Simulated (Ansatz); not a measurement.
# Work function of unrelaxed Au(110) films of 1 to 13 layers with PBE

A thin gold contact injects charge across a barrier that depends on its work function, so a change of a tenth of an electronvolt with film thickness can matter to a device. We want to see how many atomic layers a (110) film needs before its work function is close to that of a thick film. We calculate Φ, the vacuum level outside the slab less the Fermi level, for free-standing films with atoms at bulk places. The thick-film value is represented by the 13-layer slab, at 4.932 eV, and ΔΦ is counted from there. A positive ΔΦ means that electrons are harder to remove than from that slab.

## Set-up

Ansatz 0.2.0, plane-wave Kohn-Sham DFT with its default PAW datasets at a cutoff of 420 eV. Symmetric 1×1 slabs of 1 to 13 layers are cut at the tabulated measured lattice constant with atoms at bulk places and 18 Å of vacuum. In-plane k-spacing 0.15 to 0.16 Å⁻¹ (2π included), Fermi-Dirac smearing of 0.1 eV, dipole correction on. Spin-paired. Scalar-relativistic, no spin-orbit coupling. PBE. The crystal is fcc; the mesh is the same for all thicknesses of a face.

Notes on method and selection:

- Confinement between the two faces quantises the states along the normal, so values can oscillate with thickness.
- The atoms are not relaxed; free films of one to three layers would take another lattice constant.
- Runs in which the search for lower states was switched off are not listed.
- Work functions and vacuum levels are read from the electrostatic potential (Hartree and local ionic parts), which a warning of a rough exchange-correlation potential in thin density does not concern.
- Error sizes named in these notes are rules of thumb and were not measured on these runs.
- The default PAW datasets of this version of Ansatz are the set soft_2.
- Runs that did not converge, have known faults or may not be shown are not listed, and runs on Ansatz's PAW sets soft_1 and soft_2 are kept to separate tables.

Columns:

- layers: number of atomic layers.
- thickness (Å): distance between the outermost atomic planes.
- Φ (eV): work function: vacuum level outside the slab less the Fermi level.
- ΔΦ to thickest (eV): work function less that of the thickest slab of the same face.

## The series

| member | layers | thickness (Å) | Φ (eV) | ΔΦ to thickest (eV) |
| --- | --- | --- | --- | --- |
| 1 layer | 1 | 0.00 | 6.278 | 1.3459 |
| 2 layers | 2 | 1.44 | 5.030 | 0.0983 |
| 3 layers | 3 | 2.88 | ? | ? |
| 4 layers | 4 | 4.33 | 4.979 | 0.0468 |
| 5 layers | 5 | 5.77 | 4.965 | 0.0329 |
| 6 layers | 6 | 7.21 | 4.975 | 0.0431 |
| 7 layers | 7 | 8.65 | 4.944 | 0.0119 |
| 8 layers | 8 | 10.10 | 4.985 | 0.0534 |
| 10 layers | 10 | 12.98 | 4.996 | 0.0635 |
| 13 layers | 13 | 17.31 | 4.932 | 0.0000 |

Cells marked ? are withheld until the estimate has been made.

## Mechanism

Nearly all of the change comes with the second layer. From one layer to two, Φ falls by 6.278 − 5.030 = 1.248 eV; from two layers to 13 it falls by only 5.030 − 4.932 = 0.098 eV.

The likely reason is coordination. An atom in a single (110) plane has two nearest neighbours, both in its own row, so the film is a set of weakly coupled chains whose Fermi level stays close to the deep 6s level of the gold atom. A second layer raises the count to six, close to the seven of an atom on a thick (110) face. The bands broaden and the surface charge becomes much like that of the thick film.

From four layers on there is no steady approach. The values lie between 4.932 and 4.996 eV, and the 10-layer slab is farther from the thickest one than the 4-layer slab is. The 13-layer slab has the lowest Φ of those shown, which is why every other ΔΦ shown is positive; it may itself lie off the thick-film limit by a few hundredths of an electronvolt.

Within this band the slabs with 5, 7 and 13 layers all lie below those with 4, 6, 8 and 10. Predicting each of the seven from the mean of the others of its own parity gives a root-mean-square miss of 0.016 eV, against 0.025 eV from the mean of all the others. Confinement could produce such an alternation. For free electrons its period is $\pi/k_F$, with $k_F=(3\pi^2 n)^{1/3}$ and one electron per atom, or about 2.6 Å. With layers 1.44 Å apart this is 2.6 / 1.44 = 1.8 layers, close to two. Errors of k-point sampling may contribute at this size.

## A prediction

Plain estimates from the members shown:

- 3 layers, straight-line interpolation between 2 layers and 4 layers: w = (3 − 2) / (4 − 2) = 0.500, so 5.030 + 0.500 × (4.979 − 5.030) = 5.005 eV

The single layer is too different in bonding to guide an estimate for three layers, so we start from the straight line between two and four layers, 5.005 eV. Both of these neighbours are even, and the odd slabs that can be compared with their even neighbours lie below them:

- 5 layers: 4.965 − (4.979 + 4.975) / 2 = −0.012 eV
- 7 layers: 4.944 − (4.975 + 4.985) / 2 = −0.036 eV

The mean shift is −0.024 eV, which gives 5.005 − 0.024 = 4.981 eV. The outer atoms of a three-layer film already have the seven neighbours of a thick (110) face, so we expect no remnant of the large single-layer excess.

Tried on the shown members, with the shift of one odd slab used for the other, the route misses by 0.024 eV in both cases. Confinement effects should grow roughly as the inverse of the number of layers. Going from a mean of six layers to three therefore doubles the error, 0.024 × 6 / 3 = 0.048 eV. We do not scale the shift itself in this way, because it is smaller at five layers than at seven. The estimate is 4.98 eV with a standard deviation of 0.05 eV, so the sign of the departure from the straight line remains uncertain.

**Committed estimate, 3 layers: Φ = 4.98 ± 0.05 eV.**

## Result

| member | layers | thickness (Å) | Φ (eV) | ΔΦ to thickest (eV) |
| --- | --- | --- | --- | --- |
| 3 layers | 3 | 2.88 | 5.121 | 0.1893 |

| member | estimate | Φ (eV) | computed | estimate − computed | miss in error bars |
| --- | --- | --- | --- | --- | --- |
| 3 layers | committed | 4.980 | 5.121 | −0.141 | 2.8 |
| 3 layers | interpolation | 5.005 | 5.121 | −0.117 |  |

The three-layer film comes out at 5.121 eV. Our estimate of 4.98 eV is 0.141 eV too low, or 2.8 error bars, and worse than the straight line, which is 0.117 eV too low.

The correction for odd slabs failed in sign. We lowered the interpolated value by 0.024 eV, whereas the computed film lies 0.117 eV above it. The error bar was also too narrow, because it rested on only two shifts, both from thicker slabs.

With three layers included, parity no longer helps. For the nine slabs from two layers up, the mean of the others of the same parity misses by about 0.07 eV (root mean square), and the mean of all the others by about 0.06 eV. We therefore drop the odd-even rule.

The coordination argument holds for the large step: three layers lie 6.278 − 5.121 = 1.157 eV below the single layer. It does not explain why Φ rises again from two layers to three, since the outer atoms gain a neighbour there.

## Residuals

The single layer stands farthest out, 1.346 eV above the thickest slab. Its atoms have only two nearest neighbours, and weak coupling between the rows would fit the sign and a large size, though the table does not test this cause separately.

The three-layer film is second, at 0.189 eV above the thickest slab and 5.121 − 4.996 = 0.125 eV above the highest value found from four layers on. Confinement is the likeliest cause, since its effect is strongest in thin films. Scaling the largest earlier odd-slab shift by the inverse of the number of layers gives 0.036 × 7 / 3 = 0.084 eV, somewhat less than the 0.117 eV found. The opposite sign does not exclude this cause: with a free-electron period of 1.8 layers instead of exactly two, odd and even slabs can change order along the series. An error of k-point sampling that differs from slab to slab could add to the departure. Missing relaxation is a less obvious cause, because the two- and four-layer films are held at bulk places as well.

## Measured against computed

| member | quantity | measured | computed | computed − measured | conditions | source |
| --- | --- | --- | --- | --- | --- | --- |
| 13 layers | Φ (eV) | 5.16 | 4.932 | −0.228 | compiled values differ between sources by a tenth of an eV or more; this face reconstructs in experiment and the slab does not | [1] |

Sources:

[1] "Anisotropic work function of elemental crystals" (2019, arXiv:1902.07811)

Only the thickest slab has a measured counterpart. Its computed Φ of 4.932 eV is 0.228 eV below the compiled 5.16 eV. The change with thickness is not compared here.

The difference is larger than the scatter among the thicker slabs: even the 10-layer film, the highest from four layers on, lies 5.16 − 4.996 = 0.164 eV below the measured value. Film thickness alone is therefore an unlikely explanation. PBE often gives work functions of noble metals that are too low by roughly 0.1 to 0.3 eV, which would fit both the sign and the size.

The comparison is nevertheless loose. Compiled values differ between sources by a tenth of an electronvolt or more, and the measured face reconstructs while the slab keeps the bulk-terminated surface. We therefore do not take 0.228 eV as the error of PBE. The three-layer film comes closest to the measured number, but it is not a model of a thick crystal, so that closeness has no significance.

## What to take away

Four layers are enough if a tenth of an electronvolt is the tolerance: every tabled slab from there on lies within that distance of the 13-layer one, whereas the three-layer film does not. The two-layer film also meets it, but only just, at 0.098 eV. From four to 13 layers, the computed Φ stays between 4.932 and 4.996 eV without a steady trend, so further layers bring no steady gain.

For a contact, the width of this band is 4.996 − 4.932 = 0.064 eV. If all of it passed into the injection barrier, the thermionic current at room temperature, with $k_BT$ about 0.026 eV, would change by a factor of exp(0.064 / 0.026) ≈ 12.

The slabs face vacuum, whereas a device contact touches another material. Even weakly bound molecules push back the electron tail at a gold surface and typically lower Φ by some tenths of an electronvolt, which is more than the thickness effect from four layers on.
